# Margin comments on the stabilisation method: width from the box-size dependence

**1. Premises and conventions.** The nucleus is infinitely heavy and the Hamiltonian non-relativistic. The symmetry is $^1S^e$ of H⁻, at total energies $E$ between the H($n=1$) and H($n=2$) thresholds. Only the channel H(1s) + s-wave electron is then open, with $\varepsilon=E-E_{1s}=\hbar^2k^2/2m_e$. A prime means $d/dE$ on $k$ and $\delta$, so $k'=k/2\varepsilon$.

- P1: beyond a range $a$ the radial function of the outer electron is $\sin(kr+\delta)$.
- P2: $S=e^{2i\delta}$ continues analytically and has one isolated pole nearby, at $E_r-i\Gamma/2$.
- P3: a hard wall stands at $r_1,r_2=L>a$, outside the 1s core and the closed-channel part of the resonance.

The method goes back to Hazi and Taylor (1970), the averaged density to Mandelshtam, Ravuri and Taylor (1993).

**2. Why the level condition is so simple.** The wall selects those regular solutions that vanish at $L$. By P1,
$$kL+\delta(E)=j\pi .$$
P1 is not exact, since the atom is polarised: $2m_eV/\hbar^2=-\alpha_p/(a_0r^4)$, with the polarisability volume $\alpha_p=\tfrac92a_0^3$. To first order the phase gathered beyond $L$ is $k^{-1}\int_L^\infty(\alpha_p/a_0r^4)\sin^2(kr+\delta)\,dr\approx\alpha_p/(6a_0kL^3)$, with $\sin^2$ replaced by $\tfrac12$ for $kL\gg1$.

**3. Where the Lorentzian comes from.** Unitarity on the real axis continues to $S(E)\,S(E^*)^*=1$, so the pole of P2 has a zero at its mirror point. With $x=E-E_r$,
$$S=e^{2i\delta_b}\,\frac{x-i\Gamma/2}{x+i\Gamma/2},\qquad \delta=\delta_b+\delta_r,\qquad \delta_r=\frac{\pi}{2}+\arctan\frac{2x}{\Gamma}.$$
The remainder $e^{2i\delta_b}$ is unimodular and free of nearby singularities, so $\delta_b$ is real and slow. Differentiation gives
$$\frac{\delta_r'}{\pi}=\frac1\pi\,\frac{\Gamma/2}{x^2+\Gamma^2/4},$$
with unit area, height $2/\pi\Gamma$ and full width at half maximum $\Gamma$.

**4. The slope of a level.** Along level $j$, $k\,dL+(Lk'+\delta')\,dE=0$, hence
$$\frac{dE_j}{dL}=-\frac{k}{Lk'+\delta'} .$$
Enlarging a hard-wall box cannot raise a level, so $Lk'+\delta'>0$. Off resonance, with $\delta'$ negligible, $L\,dE_j/dL=-2\varepsilon$. At $E_r$ the term $\delta'=2/\Gamma$ flattens the slope to about $-k\Gamma/2$. This is the plateau, and it is never exactly flat.

**5. The average over $L$, and the window that is usually left out.** At fixed $L$ the density $\rho_L(E)=\sum_j\delta_{\rm D}(E-E_j(L))$ is a comb of Dirac functions. A change of variable from $L$ to $E_j$ gives
$$\langle\rho\rangle=\frac1{\Delta L}\int\rho_L\,dL=\frac1{\Delta L}\sum_j\left|\frac{dE_j}{dL}\right|^{-1}_{E_j=E},$$
summed over the levels that pass through $E$ inside the window. Level $j$ does so at $L_j=(j\pi-\delta)/k$, and these lengths are spaced by $\pi/k$. If $M$ of them lie in the window, with mean $\bar L$, comment 4 yields
$$\langle\rho\rangle=\frac{M\pi}{k\,\Delta L}\left[\frac{\bar Lk'+\delta_b'}{\pi}+\frac1\pi\frac{\Gamma/2}{x^2+\Gamma^2/4}\right].$$
The prefactor is exactly one if $\Delta L=M\pi/k$. For any other window $M$ differs from $k\Delta L/\pi$ by less than one, the prefactor departs from unity by up to $\pi/k\Delta L$, and it jumps when a crossing enters or leaves. The first term is smooth only up to the wandering of $\bar L$ about the midpoint of the window. For $\Delta L=M\pi/k$ this is at most $\pi/2k$, which changes the density by $1/4\varepsilon$, a fraction $\pi\Gamma/8\varepsilon$ of the peak. A single level followed through its plateau corresponds to $M=1$ and already holds the whole Lorentzian.

**6. The avoided crossing without a two-state guess.** Define background levels $\epsilon_j(L)$ by $kL+\delta_b=j\pi$, the resonant phase left out. Their local spacing is
$$D=\frac{\pi}{Lk'+\delta_b'} .$$
This $D$, and not the distance between adjacent true levels, enters below. Put $s=\epsilon_j-E_r$ and linearise, $kL+\delta_b=j\pi+\pi(x-s)/D$. The level condition makes $\pi(x-s)/D+\delta_r$ a multiple of $\pi$, and $\tan\delta_r=-\Gamma/2x$, so
$$x\,\tan\frac{\pi(x-s)}{D}=\frac\Gamma2 .$$
For $|s|<D/2$ the two roots next to the crossing obey $s=f(x)=x-(D/\pi)\arctan(\Gamma/2x)$, one with $x_+>0$ and one with $x_-<0$. As $f$ is odd, $x_-(s)=-x_+(-s)$, and the gap is $g(s)=x_+(s)+x_+(-s)$. For $x>0$, $df/dx=1+(D/\pi)(\Gamma/2)/(x^2+\Gamma^2/4)$ is positive and decreasing. So $f$ is concave, its inverse $x_+$ is convex, and $g(s)\ge2x_+(0)$. The minimum lies at $s=0$ for every $\Gamma/D$.

With $u=\pi x_+/D$ and $\eta=\pi\Gamma/2D$ the condition there is $u\tan u=\eta$. From $u^2+u^4/3+\dots=\eta$ follows $u=\sqrt\eta\,(1-\eta/6+\dots)$, and $g=2Du/\pi$ gives
$$g_{\min}=2\sqrt{\frac{\Gamma D}{2\pi}}\left(1-\frac{\pi\Gamma}{12D}+\dots\right).$$
For $\Gamma\ll D$ the tangent is replaced by its argument, $x(x-s)=V^2$ with $V^2=\Gamma D/2\pi$. This is the secular equation of two states coupled by $V$, and $\Gamma=2\pi V^2/D$ is the golden rule with density $1/D$. For $\Gamma\gg D$, $u\to\pi/2$ and $g\to D$, so the gap forgets $\Gamma$.

Curvature of the phase costs little. A term in $x^2$ added to the linearised phase moves both roots the same way and cancels in $g$ at first order. A drift of $D$ with $s$ displaces the minimum and changes its value at second order. Both phases and $D$ vary on the scale $\varepsilon$, so the relative change is of order $(V/\varepsilon)^2$.

**7. What scaling has to do with a box.** The Hylleraas functions are $e^{-\alpha(r_1+r_2)}r_1^{a_1}r_2^{a_2}r_{12}^{a_3}+(1\leftrightarrow2)$ with bounded total degree. They depend on $\alpha\mathbf r_i$ only, up to normalisation. The kinetic energy is homogeneous of degree $-2$ and the Coulomb energy of degree $-1$, so the matrix is $\alpha^2\mathsf T+\alpha\mathsf V$ with fixed $\mathsf T$, $\mathsf V$ and overlap. The hard-wall problem takes the same form under $\mathbf r=L\boldsymbol\varrho$, with $\alpha\to1/L$. In both, the Hellmann–Feynman theorem gives $\alpha\,dE/d\alpha=2\langle T\rangle+\langle V\rangle$, so a plateau is a state that nearly obeys the virial theorem. This does not make the basis a wall at a constant multiple of $1/\alpha$.

**8. The phase that replaces $kL$.** Model the outer electron by $r^{n+1}e^{-\alpha r}$, $n=0,\dots,N-1$. The same space is spanned by $\phi_n=re^{-\alpha r}L_n^{(1)}(2\alpha r)$, which obey $-\phi_n''+\alpha^2\phi_n=2\alpha(n+1)\phi_n/r$ (primes here in $r$) and are orthogonal with weight $1/r$. Their overlap matrix is tridiagonal by the Laguerre recurrence. The matrix of $-d^2/dr^2-k^2$, a diagonal matrix minus $(k^2+\alpha^2)$ times the overlap, is therefore tridiagonal, as in the J-matrix method of Heller and Yamani (1974). Let $\psi$ be the exact regular solution, with coefficients $c_n\propto(n+1)^{-1}\int_0^\infty\psi\,e^{-\alpha r}L_n^{(1)}(2\alpha r)\,dr$. These satisfy every row of the infinite matrix equation. The first $N$ of them solve the truncated problem if $c_N=0$ and if (P4) the potential does not couple across the cut.

To evaluate $c_N$, use $L_N^{(1)}=\sum_{m=0}^NL_m$ and $\int_0^\infty e^{-pr}L_m(2\alpha r)\,dr=z^m/p$, with $z=(p-2\alpha)/p$. For $p=\alpha-ik$, $z=-e^{2i\varphi}$ with $\varphi=\arctan(k/\alpha)$, and $1-z=2\alpha/p$. The geometric sum gives
$$\int_0^\infty e^{ikr}e^{-\alpha r}L_N^{(1)}(2\alpha r)\,dr=\frac{1-z^{N+1}}{2\alpha}.$$
Write $\psi=\sin(kr+\delta)+w(r)$, with $w$ short-ranged and $w(0)=-\sin\delta$. The sine contributes $[\sin\delta+(-1)^N\sin(2(N+1)\varphi+\delta)]/2\alpha$. Since $L_m(0)=1$, the function $2\alpha e^{-\alpha r}\sum_mL_m(2\alpha r)$ is the partial Laguerre expansion of a Dirac function at the origin. For large $N$ the term $w$ thus contributes $w(0)/2\alpha$ and cancels $\sin\delta$. Hence
$$\Theta+\delta=j\pi,\qquad \Theta=2(N+1)\arctan\frac k\alpha .$$
For a free electron $w=0$, and the $N$ roots $k=\alpha\tan[j\pi/2(N+1)]$ are the exact matrix eigenvalues. The length that counts states is
$$L_{\rm eff}=\frac{\partial\Theta}{\partial k}=\frac{2(N+1)\alpha}{\alpha^2+k^2},\qquad kL_{\rm eff}=(N+1)\sin2\varphi .$$
It equals the reach of the basis, about $2(N+1)/\alpha$, only for $k\ll\alpha$, and it never exceeds $(N+1)/k$. Comment 6 used only the slope of the phase in $E$, so it holds with $L\to L_{\rm eff}$. Since $\partial\Theta/\partial\ln\alpha=-kL_{\rm eff}$,
$$\left(\frac{dE_j}{d\alpha}\right)^{-1}=\frac{\alpha}{kL_{\rm eff}}\left(\frac\pi D+\frac{\Gamma/2}{x^2+\Gamma^2/4}\right).$$
At the centre the ratio of peak to background is $1/\eta$.

**9. The skew of a single-level fit.** The prefactor is $\alpha/kL_{\rm eff}=k/[2(N+1)\sin^2\varphi]$. Along one level $d\varphi=-d\delta/2(N+1)$, so its logarithm grows with $\delta$ at the rate $b=\cot\varphi/(N+1)$, which tends to $2/kL_{\rm eff}$ for $k\ll\alpha$. With $\theta=\arctan(2x/\Gamma)$ the Lorentzian is proportional to $\cos^2\theta$. The maximum of $e^{b\theta}\cos^2\theta$ lies at $\tan\theta=b/2$, that is $x=b\Gamma/4$. The factor $k$ and the background term each add $\Gamma/4\varepsilon$ to $b$, at leading order. A distortion odd in $\theta$ moves both half-maximum points the same way, so the width changes only at order $b^2$.

**10. Reading $D$ off the diagram.** A background level has slope $d\epsilon/d\ln\alpha=kL_{\rm eff}D/\pi$. At fixed $E_r$, successive crossings are spaced by $\Delta\ln\alpha\approx\pi/kL_{\rm eff}$. The product is $D$, with $\delta_b'$ included and no knowledge of $N$ needed. The spacing is a finite difference, best averaged over both neighbours. Then $\Gamma\approx\pi g_{\min}^2/2D$.

**11. Range of validity.**
- One open channel. Above the $n=2$ threshold each channel has its own ladder of levels, and a gap gives the partial width into the channel crossed.
- An isolated pole. The gap formula samples $\delta$ at $E_r\pm V$, so P2 must hold over $V$, not merely over $\Gamma$. Neighbouring resonances enter through $\delta_b'$.
- The gap formula needs $\Gamma\ll D$. The density formula holds for any $\Gamma/D$, but its contrast is $1/\eta$.
- The basis must describe the core and the resonance for all $\alpha$ used. Otherwise $E_r$ drifts with $\alpha$ and adds a false slope to the plateau.
- P4 and the one-electron form of $\Theta$ are assumptions for a Hylleraas basis with one exponent. Part of its polynomial degree is spent on the 1s core and on correlation, so $N$ is an effective number.

**12. Illustration: the lowest $^1S^e$ resonance below H($n=2$).** The inputs were chosen as typical approximate values for this state: $E_r=-0.1488\,E_h=-6.487\times10^{-19}$ J, $\Gamma=1.73\times10^{-3}E_h=7.54\times10^{-21}$ J (47.1 meV), and a constant $\delta_b=0.8$ rad. The size $N=15$ is assumed, so $2(N+1)=32$.

With $E_{1s}=-E_h/2=-2.180\times10^{-18}$ J, $\varepsilon=0.3512\,E_h=1.531\times10^{-18}$ J (9.557 eV) and $k=1.584\times10^{10}$ m⁻¹.

*Crossing $j=12$.* $\varphi=(12\pi-0.8)/32=1.153$ rad and $\alpha=k\cot\varphi=7.03\times10^{9}$ m⁻¹ $=0.372/a_0$. Then $kL_{\rm eff}=11.9$ and $L_{\rm eff}=0.749$ nm $=14.2\,a_0$, while the reach is 4.55 nm. The local spacing is $D=2\pi\varepsilon/kL_{\rm eff}=8.11\times10^{-19}$ J (5.06 eV), so $\Gamma/D=9.30\times10^{-3}$ and $\eta=0.0146$. The leading formula gives $g_{\min}=6.24\times10^{-20}$ J. The root of $u\tan u=\eta$ gives $6.22\times10^{-20}$ J, lower by $\eta/6=0.24$ %. The gap is 8.3 times the width.

*Plateau centre*, where $\Theta+\delta_b+\pi/2=12\pi$. Here $\varphi=1.104$ rad, $kL_{\rm eff}=12.9$, and the contrast is $1/\eta=4\varepsilon/(\Gamma kL_{\rm eff})=63$. The slope is $dE/d\ln\alpha=(\Gamma kL_{\rm eff}/2)/(1+\eta)=4.77\times10^{-20}$ J, against $2\varepsilon=3.06\times10^{-18}$ J for a background level. With $b=0.031$ and $\Gamma/2\varepsilon=0.0025$ the peak lies $0.008\,\Gamma$ above $E_r$.

*Neglected terms.* The curvature measure is $(V/\varepsilon)^2=4\times10^{-4}$. The polarisation phase beyond $L_{\rm eff}$ is $3\times10^{-4}$ rad. The wandering bound of comment 5 is $\pi\Gamma/8\varepsilon=1.9\times10^{-3}$. The state lies $0.0238\,E_h$ below the threshold at $-E_h/8$, so its tail falls with $\kappa=4.12\times10^{9}$ m⁻¹, and $\kappa$ times the reach is 19. Crossings 11 and 13 give a mean $\Delta\ln\alpha=0.269$ against the local $0.265$, which raises an estimated $D$ by 2 %. The largest omission is the background slope. A typical $d\delta_b/dk$ of order $-a_0$ raises $D$ by about $a_0/L_{\rm eff}=7$ % and the gap by 3.5 %, far more than the $\eta/6$ term.

The model's gap is therefore $6.2\times10^{-20}$ J (0.39 eV), to two figures at best. It belongs to the basis as much as to the ion: at fixed $\varphi$ it scales as $(N+1)^{-1/2}$, and only the combination $\pi g_{\min}^2/2D$ is, to leading order in $\Gamma/D$, independent of the basis.